Question

Non-relativistic, spin-polarised all-electron Kohn-Sham calculations (radks radial solver with Libxc, LB94 model potential) for the 27-electron isoelectronic sequence, with spherical densities and a point nucleus. Each species has the ground configuration listed by NIST, with open shells filled at highest spin. Minus the highest occupied eigenvalue estimates the ionisation energy.

```
species   Z  charge (e)  configuration  −ε(highest occupied) (eV)  highest level mean radius (bohr)  highest level  NIST table (eV)  kind of table value  stated uncertainty (eV)  computed less table (eV)
     Co  27           0   [Ar] 3d7 4s2                     8.8457                            2.8282        4s down          7.88101             measured                  0.00012                     0.965
   Cu2+  29           2       [Ar] 3d9                     39.075                           0.90678        3d down           36.841             measured                    0.012                      2.23
   Zn3+  30           3       [Ar] 3d9                     61.641                           0.81223        3d down           59.573             measured                    0.019                      2.07
   Ga4+  31           4       [Ar] 3d9                     87.881                           0.73949        3d down            86.01       semi-empirical                     0.12                      1.87
   As6+  33           6       [Ar] 3d9                     150.71                           0.63249        3d down              n/a                  n/a                      n/a                       n/a
   Se7+  34           7       [Ar] 3d9                     187.10                           0.59137        3d down              n/a                  n/a                      n/a                       n/a
   Br8+  35           8       [Ar] 3d9                     226.74                           0.55590        3d down              n/a                  n/a                      n/a                       n/a
  Rb10+  37          10       [Ar] 3d9                     315.58                           0.49748        3d down              n/a                  n/a                      n/a                       n/a
  Sr11+  38          11       [Ar] 3d9                     364.74                           0.47303        3d down              n/a                  n/a                      n/a                       n/a
  Zr13+  40          13       [Ar] 3d9                     472.43                           0.43117        3d down              n/a                  n/a                      n/a                       n/a
  Mo15+  42          15       [Ar] 3d9                     592.54                           0.39653        3d down              n/a                  n/a                      n/a                       n/a
  Tc16+  43          16       [Ar] 3d9                     657.23                           0.38132        3d down              n/a                  n/a                      n/a                       n/a
  Ru17+  44          17       [Ar] 3d9                     725.00                           0.36730        3d down              n/a                  n/a                      n/a                       n/a
```

Here ε is the eigenvalue of the highest occupied Kohn-Sham level, Z the nuclear charge and ⟨r⟩ the mean radius of that level.
(a) Derive a rule for −ε along the sequence and use it to estimate Ru17+ from the two rows before it.
(b) Decide which rows break the trend, size the break and name its cause.
(c) Explain the smoothness of the other rows and say how far it carries over to real ions.

Model answer

(a) Measure r in units of 1/Z at fixed electron number. Kinetic energy and nuclear attraction then scale as Z², while the Hartree potential and the exchange-like parts of LB94 scale as Z (the small correlation part does not scale cleanly). For an n = 3 level, with Ry = 13.6 eV,

−ε = (Ry/9) Z² + bZ + c + terms that fade as Z grows

The second difference removes b and c, so the curvature d²(−ε)/dZ² must tend to 2Ry/9 = 3.023 eV with nothing fitted. From Mo15+ to Tc16+ the step is 657.23 − 592.54 = 64.69 eV. The next step should be 64.69 + 3.02 = 67.71 eV, which gives 657.23 + 67.71 = 724.94 eV for Ru17+, 0.06 eV below the computed 725.00 eV. Ru17+ did not enter the estimate. The same recipe applied to Cu2+ and Zn3+ falls 0.65 eV short of Ga4+, so the fading terms matter at low charge.

(b) The uneven jumps in the column mostly reflect uneven steps in Z, and divided differences remove them. Across the 3d9 ions the curvature falls from 3.674 eV at Zn3+ to 3.08 eV at Tc16+, above the hydrogenic value in every row; its last steps are no larger than rounding allows. The expansion with fixed Z² term and one fading term d/(Z − s) was fitted to the twelve 3d9 rows and misses none by more than 0.022 eV, as the printed analysis after this text shows. That exceeds the rounding in most rows, but the signs come in runs, which marks an imperfect formula and no odd ion. The four constants trade against each other and carry no meaning singly.

Co is the only break, and the table names the cause: it is 3d7 4s2 with 4s down highest, whereas all other rows are 3d9 with 3d down highest. Co was left out of the fits. Three extrapolations of the 3d9 curves to Z = 27 give −ε between 4.9 and 5.7 eV and ⟨r⟩ near 1.2 bohr. Taken at face value, the Co row lies 3 to 4 eV higher and is about 2.3 times larger. The energy figure is soft and best read as an upper size: the form runs low at this end (with Cu2+ left out it puts that ion 0.105 eV too low, and adding Cu2+ raises the estimate at Z = 27 from 5.34 to 5.74 eV), it refers to a state that was not computed, and cruder smooth forms land at −4.8 and 31.6 eV, on either side of the Co value. The radius is the clear signal, and most of the factor 3.12 between Co and Cu2+ is a change of orbital.

Standard theory explains why the switch sits at the neutral end. The 4s orbital penetrates the argon core, while the centrifugal barrier keeps 3d away from the nucleus, so at low net charge the two compete. As protons are added, the leading term of the binding grows as Z²/18 hartree for 3d but only as Z²/32 for 4s; screening reduces both, yet 3d soon wins for good. The configuration is an input here, so the table displays the switch without testing which filling is lowest.

(c) With the configuration fixed, only a crossing of filled levels could produce a kink. In the three ions whose levels were examined, Br8+, Zr13+ and Ru17+, the 3p–3d gap widens by 6.2 eV per proton, and 3d up lies below 3d down by 1.31 eV in Br8+ and 2.10 eV in Ru17+. The excess curvature is argued to come from the shell changing shape: the same runs put 3d down and 3p down at nearly one mean radius in Br8+, but 3d clearly inside 3p in Ru17+, which is the hydrogenic order. The 3d level also closes in on the n = 2 core: the 2p radius grows from 0.30 to 0.35 of the 3d radius between the same two ions. Contracting faster than these shells, 3d is screened less by them, fastest at low charge, while the repulsion within the tightening 3d shell works the other way; the outputs do not separate the shares. An n = 4 level should behave alike, towards a curvature of 3.023 × 9/16 = 1.70 eV.

Part of the smoothness is built in: four minority-spin electrons are spread over five d orbitals, with no terms, fine structure or relativity. The references offer one check, a curvature of 3.7 ± 0.1 eV for Cu2+, Zn3+ and Ga4+ against 3.67 eV computed. Relativity would bend the curve without a kink; a crude Z⁴α² scale, with the screened charge 10.5/⟨r⟩ in place of Z and α the fine-structure constant, puts its size at tenths of an eV for Cu2+ and at one to ten eV for Ru17+, so the high-charge digits are no predictions of nature.

Remarks on the reasoning

A single screening constant σ in (Ry/9)(Z − σ)² fails by up to 26 eV relative to the table, without any row being irregular. The σ needed falls from 23.92 at Cu2+ to 22.10 at Ru17+, while the hydrogenic ⟨r⟩ = 10.5/(Z − σ) needs 17.42 and 15.41. Electrostatics gives the direction of the gap: charge outside the electron raises its energy but exerts no force on it, while the attractive exchange-correlation potential offsets part of that rise.

The column "computed less table" must not be read as one series. The measured 7.881 eV of Co leads to the 3d8 ground state of Co+, which includes a 4s→3d rearrangement. The eigenvalue describes plain 4s loss to 3d7 4s, roughly 0.4 eV higher as a recalled size, so the overshoot is nearer 0.6 eV than 0.965 eV. The three 3d9 errors, 2.23, 2.07 and 1.87 eV, shrink from 6.1 to 2.2 % of the reference chiefly because the reference grows. The last fall, 0.20 eV, rests on a semi-empirical value uncertain by 0.12 eV. LB94 has the −1/r tail by construction, yet its eigenvalue remains an approximate ionisation energy, and missing terms and relativity share in these errors in proportions the numbers cannot separate. The table does not test how the overshoot of about 2 eV runs beyond Ga4+. Relativity contracts the s and p shells, which then screen 3d better and loosen it, so its neglect should widen the overshoot at high charge, not cancel it.

Output of the analysis:

```
hydrogenic n=3: Ry/9=1.5117 eV, curvature 2Ry/9=3.023 eV per Z^2
M1 (Ry/9)(Z-s)^2: s=22.43; M2 +bZ+c: c,b=[635.6  -64.53]; M3 +d/(Z-s): c,b,d=[566.   -63.2  317.71], s=19.8
M1: rms 17.278 eV, worst Cu2+ +26.199 eV
M2: rms 1.791 eV, worst Cu2+ -3.597 eV
M3: rms 0.014 eV, worst Zn3+ +0.022 eV
M3 leave-one-out: rms 0.036 eV, worst Cu2+ -0.105 eV
radius 10.5/r=Z-sig+d/(Z-s): sig=14.33 d=-25.31 s=20.8; worst Cu2+ 0.00056 bohr (floor 0.000005)
ion | model-table M1 M2 M3 LOO, floor (eV) | curvature+-floor | screening from E, from r
Cu2+ | +26.20 -3.60 -0.017 -0.105 0.0005 | end row | 23.92 17.42
Zn3+ | +25.01 -1.50 +0.022 +0.031 0.0005 | 3.674+-0.002 | 23.61 17.07
Ga4+ | +23.17 -0.06 +0.016 +0.025 0.0005 | 3.450+-0.003 | 23.38 16.80
As6+ | +18.22 +1.54 -0.012 -0.018 0.0050 | 3.317+-0.009 | 23.02 16.40
Se7+ | +15.30 +1.91 -0.012 -0.015 0.0050 | 3.250+-0.020 | 22.88 16.24
Br8+ | +12.16 +2.04 -0.015 -0.019 0.0050 | 3.187+-0.010 | 22.75 16.11
Rb10+ | +5.38 +1.82 +0.002 +0.002 0.0050 | 3.160+-0.010 | 22.55 15.89
Sr11+ | +1.79 +1.51 +0.006 +0.011 0.0050 | 3.123+-0.010 | 22.47 15.80
Zr13+ | -5.69 +0.58 +0.016 +0.022 0.0050 | 3.105+-0.005 | 22.32 15.65
Mo15+ | -13.51 -0.67 +0.011 +0.014 0.0050 | 3.090+-0.010 | 22.20 15.52
Tc16+ | -17.51 -1.40 +0.000 +0.000 0.0050 | 3.080+-0.020 | 22.15 15.46
Ru17+ | -21.57 -2.18 -0.016 -0.032 0.0050 | end row | 22.10 15.41
curvature above 2Ry/9: first 0.651 (21.5%), last 0.057 eV (1.9%)
slope dE/dZ first 22.57, last 67.77 eV; d(10.5/r)/dZ first 1.348, last 1.051 (hydrogenic 1)
last/first 3d row: E ratio 18.6, r ratio 0.405; r(Co)/r(Cu2+)=3.12
Co (4s, not fitted) against 3d9 curves extrapolated to Z=27:
  s free: E 5.74 eV, table-model +3.11; r 1.22 bohr, table/model 2.31
  s=18: E 4.90 eV, table-model +3.95; r 1.18 bohr, table/model 2.39
  s free, no Cu2+: E 5.34 eV, table-model +3.51; r 1.21 bohr, table/model 2.33
  M1 E 31.59 eV, M2 E -4.77 eV, table 8.85 eV
Co: error +0.965 eV = 12.2%, measured +-0.00012 eV
Cu2+: error +2.234 eV = 6.1%, measured +-0.012 eV
Zn3+: error +2.068 eV = 3.5%, measured +-0.019 eV
Ga4+: error +1.871 eV = 2.2%, semi-empirical +-0.12 eV
3d error steps [-0.166 -0.197] eV; NIST curvature 3.705+-0.126, computed 3.674 eV
Co error against 3d7 4s threshold (rough recalled +0.4 eV): about 0.6 eV
Z=35: 3d spin split 1.31 eV (0.58% of E), split/<1/r> 0.585 eV bohr, 3p-3d gap 103.1 eV (45%)
Z=40: 3d spin split 1.76 eV (0.37% of E), split/<1/r> 0.618 eV bohr, 3p-3d gap 134.1 eV (28%)
Z=44: 3d spin split 2.10 eV (0.29% of E), split/<1/r> 0.635 eV bohr, 3p-3d gap 158.8 eV (22%)
3p-3d gap slope per Z: [6.2  6.18] eV
relativistic scale Ry*alpha^2*Zr^4/81, Cu2+: order 10^-1 eV (order only)
relativistic scale Ry*alpha^2*Zr^4/81, Ru17+: order 10^1 eV (order only)
```
